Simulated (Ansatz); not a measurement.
A series in volume scale on Cd

Results calculated with Ansatz 0.2.0, not measured. Plane-wave DFT, scalar-relativistic PAW made under PBE with cores redone for the functional, no dispersion; the given relaxed cell is scaled uniformly, energy at zero smearing counts from the unscaled cell, pressure at the given Fermi-Dirac smearing is positive in compression.

The cell before it is scaled or strained (space group Pm-3m, No. 221):
```
cell vectors (Å)
   3.1332     0.0000     0.0000
   0.0000     3.1332     0.0000
   0.0000     0.0000     3.1332
atoms (fractions of the cell vectors)
Cd  0.00000  0.00000  0.00000
```

Settings of every row: spin polarised no; functional BLYP; wave cutoff 420 eV; smearing width 0.1 eV; k mesh 11x11x11.

Atom starting moment: 0 on all atoms.

Limits: the cell comes from a prototype or a list of computed structures and needn't be the stable phase.

```csv
row,volume scale,V (Å³/atom),pressure (GPa),energy change per atom (meV)
1,0.88,27.067,3.01,30.59
2,0.92,28.298,1.7,12.56
3,0.96,29.528,0.72,3.06
4,1.04,31.989,?,?
5,1.08,33.219,-0.86,7.12
6,1.12,34.449,-1.08,14.67
```

Question: what pressure should row 4 give?

Worked fit of pressure. Take u = (V_r/V)^(2/3) − 1 with V_r = 29.528 Å³ an atom, which is twice the finite (Eulerian) strain; such expansions in the strain, on which the Birch-Murnaghan equation of state is built, carry the rest volume and the bulk modulus. The shown rows have u = 0.05973, 0.02877, 0, -0.07552, -0.09766. Least squares give pressure = 0.722 + 30.67 × u + 126.2 × u² GPa; a straight line predicts inner rows, each left out in turn, worse (root mean square 0.33 against 0.017 GPa). The rows lie off it by 0.01, -0.01, 0.00, 0.01, -0.01. The pressure vanishes at u = -0.0264, or V = 30.74 Å³ an atom, and there the bulk modulus at fixed shape and fractions is B = −V dP/dV = (2/3)(1 + u) dP/du = 15.6 GPa. The withheld row has u = -0.05197, so the fit gives 0.722 + 30.67 × (-0.05197) + 126.2 × (-0.05197)² = -0.53 GPa.

The calculation gave -0.51 GPa. The fit lies 0.02 GPa (0.49 % of the column's range) below it; its largest miss of a shown row is 0.01 GPa.

The other values of row 4: energy change per atom 1.81 meV.
